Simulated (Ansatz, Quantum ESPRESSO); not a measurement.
# Charge against electrode potential for a five-layer Li(100) slab across vacuum: effective-screening-medium calculations with PBE

Lithium gives one loosely held 2s electron per atom to its metal, and at the (100) face this thin electron gas reaches well out into the vacuum. All members here are the same slab and differ only in how many electrons have been added or removed. My question is how nearly the charge follows the potential of a facing electrode in a straight line, and at what height above the top atoms the charge sits. Both matter for models of lithium electrodes, where the charge stored per volt sets the field at the metal surface. The potential is that of an electron at the electrode, measured from the Fermi level of the slab, and positive charge means electrons removed. The gap is vacuum, so no electrolyte contributes.

## Method

1×1 slabs of 5 layers at the tabulated measured lattice constant, clean, top layers relaxed with Ansatz 0.2.0 under PBE. The slab faces a perfect electrode across vacuum above it and open vacuum below (effective screening medium, Quantum ESPRESSO 7.5 (pw.x), GBRV ultrasoft pseudopotentials, cutoffs 40 and 200 Ry). Charges from −3 to +6×10¹³ e/cm² are put on the slab with its atoms held; points where added electrons spill towards the electrode are left out. Spin-paired, no spin-orbit coupling. The charged runs use Marzari-Vanderbilt smearing of 0.02 Ry, k-spacing 0.23 Å⁻¹ (2π included); functional as named with each line. The same in all rows: distance from the top atom to the electrode: 6.03 Å.

Notes on method and selection:

- A vacuum distance d alone gives a slope of 0.181·d eV per 10¹³ e/cm², d in Å.
- At zero charge the potential is the work function of the upper face.
- Removing electrons pulls the charge plane inwards and adding them pushes it out, which bends the line.
- Runs with a warning of large negative density or a flawed pseudopotential file, with a field left in the vacuum, or with open shells run without spin are not listed.
- Runs in which the search for lower states was switched off are not listed.
- Runs that did not converge, have known faults or may not be shown are not listed, and runs on Ansatz's PAW sets soft_1 and soft_2 are kept to separate tables.

Columns:

- charge (10¹³ e/cm²): charge of the slab per area, positive where electrons are removed.
- back work function (eV): vacuum level below the slab less the Fermi level.
- potential (eV): electron potential at the electrode less the Fermi level.

## Data

```
member  charge (10¹³ e/cm²)  back work function (eV)  potential (eV)
−3.0    −3.00                2.968                    ?
−1.5    −1.50                2.937                    1.864
+0.0    0.00                 2.919                    2.908
+1.5    1.50                 2.900                    4.020
+3.0    3.00                 2.887                    5.176
+6.0    6.00                 2.878                    7.621
```

Cells marked ? are withheld until the estimate has been made.

Least-squares fits to the members shown, with x = charge (10¹³ e/cm²); R² and errors in the fitted variable (y, or ln y where the fit is in ln y):

```
y               members  fit                   R²    rms residual  leave-one-out rms  the same for the mean of the others
potential (eV)  5        y = 2.933 + 0.7696 x  1.00  0.066         0.15               2.5
```

## Interpretation

The potential rises with charge at every step shown, and a straight line describes it to an rms residual of 0.066 eV over a range of almost 6 eV. The misses are nevertheless systematic: the line lies too low at both ends and too high in between. From −1.5 to 0 the slope is (2.908 − 1.864) / 1.5 = 0.696 eV per 10¹³ e/cm², and from +3.0 to +6.0 it is (7.621 − 5.176) / 3 = 0.815. Read as charge stored per eV, in 10¹³ e/cm², this is a fall from 1 / 0.696 = 1.44 to 1 / 0.815 = 1.23, or about 15 %.

The slope gives the place of the charge, because a vacuum gap of width d contributes 0.181·d. The first interval gives d = 0.696 / 0.181 = 3.85 Å. With the electrode 6.03 Å from the top atoms, the added charge is centred 6.03 − 3.85 = 2.18 Å outside them. The last interval gives d = 0.815 / 0.181 = 4.50 Å and a plane 6.03 − 4.50 = 1.53 Å outside. The charge therefore sits in the electron tail beyond the top atoms, and its plane moves inwards by 2.18 − 1.53 = 0.65 Å between these two intervals. Removing electrons strips the outer tail and leaves the more tightly held density to respond, while adding them fills the tail and pushes it towards the electrode.

The far side of the slab hardly takes part. Its work function falls by only 2.937 − 2.878 = 0.059 eV from −1.5 to +6.0, about 1 % of the change at the electrode. Between 0 and +1.5 the fall is 2.919 − 2.900 = 0.019 eV. Taking the vacuum level below the slab as reference instead of the Fermi level would therefore move the plane inwards by 0.019 / 1.5 / 0.181 = 0.07 Å in that interval, which leaves the picture unchanged.

The bend is purely electronic, since the atoms were held. At +6.0 the forces on the upper layers differ clearly from those of the neutral slab, so a surface free to relax would follow a somewhat different curve there.

## A prediction

Plain estimates from the members shown:

- −3.0, fit at x = −3.00: 0.624 eV (an extrapolation)

The straight-line value of 0.624 eV should be too low. At −1.5 the line gives 2.933 − 1.5 × 0.7696 = 1.779 eV, which is already 1.864 − 1.779 = 0.085 eV under the calculated point, and the bend carries the curve further above it at −3.0.

I use instead the cubic through the four nearest charges, which are evenly spaced. It gives 4 × 1.864 − 6 × 2.908 + 4 × 4.020 − 5.176 = 0.912 eV. A parabola through the nearest three would give 3 × 1.864 − 3 × 2.908 + 4.020 = 0.888 eV, but it holds the curvature fixed, whereas the steps of 1.044, 1.112 and 1.156 eV show the curvature growing towards negative charge. That growth is what I expect of an electron tail that becomes softer as it fills.

The estimate implies a slope of (1.864 − 0.912) / 1.5 = 0.635 eV per 10¹³ e/cm² and a charge plane about 2.5 Å outside the top atoms, a plausible continuation of the outward drift. Points with electrons spilling towards the electrode were left out of the series, so I allow for no sudden departure.

As a trial, the cubic through 0, +1.5, +3.0 and +6.0, with the Lagrange weights for this uneven spacing, predicts (15 × 2.908 − 20 × 4.020 + 10 × 5.176 − 7.621) / 4 = 1.840 eV at −1.5, where the calculation gives 1.864. The miss is 0.024 eV, and I round it up to an error of 0.03 eV because the bend is stronger on the side I am extrapolating to.

**Committed estimate, −3.0: potential = 0.91 ± 0.03 eV.**

## Outcome

```
member  charge (10¹³ e/cm²)  back work function (eV)  potential (eV)
−3.0    −3.00                2.968                    0.920
```

```
member  estimate   potential (eV)  computed  estimate − computed  miss in error bars
−3.0    committed  0.910           0.920     −0.010               0.3
−3.0    fit        0.624           0.920     −0.296
```

The calculated potential at −3.0 is 0.920 eV. My estimate of 0.91 ± 0.03 eV is 0.010 eV too low and well inside its error bar, while the straight line is 0.296 eV too low. The parabola through the nearest three charges, at 0.888 eV, also falls short, by 0.920 − 0.888 = 0.032 eV.

The argument that the curvature itself grows towards negative charge held. From −3.0 to +3.0 the potential rises in steps of 0.944, 1.044, 1.112 and 1.156 eV, and the differences between successive steps shrink: 1.044 − 0.944 = 0.100, 1.112 − 1.044 = 0.068 and 1.156 − 1.112 = 0.044 eV.

The new interval has a slope of 0.944 / 1.5 = 0.629 eV per 10¹³ e/cm², so d = 0.629 / 0.181 = 3.48 Å and the charge is centred 6.03 − 3.48 = 2.55 Å outside the top atoms. In the next interval it was 2.18 Å. Added electrons thus go on pushing the charge plane outwards, as expected of a soft electron tail.

## Outliers

Least-squares fits to the whole series, with x = charge (10¹³ e/cm²); R² and errors in the fitted variable (y, or ln y where the fit is in ln y):

```
y               members  fit                   R²    rms residual  leave-one-out rms  the same for the mean of the others
potential (eV)  6        y = 3.004 + 0.7470 x  1.00  0.11          0.21               2.7
```

Largest departures from the fit to the whole series:

```
member  potential (eV)  fit    computed − fit  in rms residuals
−3.0    0.920           0.763  +0.157          1.5
+6.0    7.621           7.486  +0.135          1.3
+1.5    4.020           4.125  −0.105          1.0
+0.0    2.908           3.004  −0.096          0.9
```

The largest departures from the line through the whole series are at its ends, +0.157 eV at −3.0 and +0.135 eV at +6.0. The neutral slab and +1.5 lie below the line, by 0.096 and 0.105 eV. This is the pattern that a straight line leaves when it is laid through an upward-bending curve, and I see no faulty point in it.

The slopes between neighbouring charges support this reading, for they rise without a break: 0.629, 0.696, 0.741, 0.771 and 0.815 eV per 10¹³ e/cm². Both end members therefore belong to the same inward movement of the charge plane as electrons are removed.

## Conclusions

Between −3.0 and +6.0 the charge follows the potential smoothly but not quite in a straight line, and its plane moves from about 2.6 to 1.5 Å outside the top atoms. A charge between the calculated ones can be estimated closely: the cubic through the two neighbours on each side gives (4 × 1.864 + 4 × 4.020 − 0.920 − 5.176) / 6 = 2.907 eV for the neutral slab, against 2.908 eV calculated.

In practical units, 10¹³ e/cm² is about 1.6 µC/cm². The capacitance of the whole gap is then 1.6 / 0.629 = 2.5 µF/cm² at the negative end and 1.6 / 0.815 = 2.0 µF/cm² at the positive end.

These values belong to a vacuum gap of 6.03 Å. A liquid electrolyte would screen the field, which raises the capacitance, and its ions would set the distance of the countercharge in place of the fixed electrode.

[Logs are printed without paths, hosts, clocks, repeated set-up lines and the standing remarks that a program may print on its own settings, such as how far it seeks lower states.]
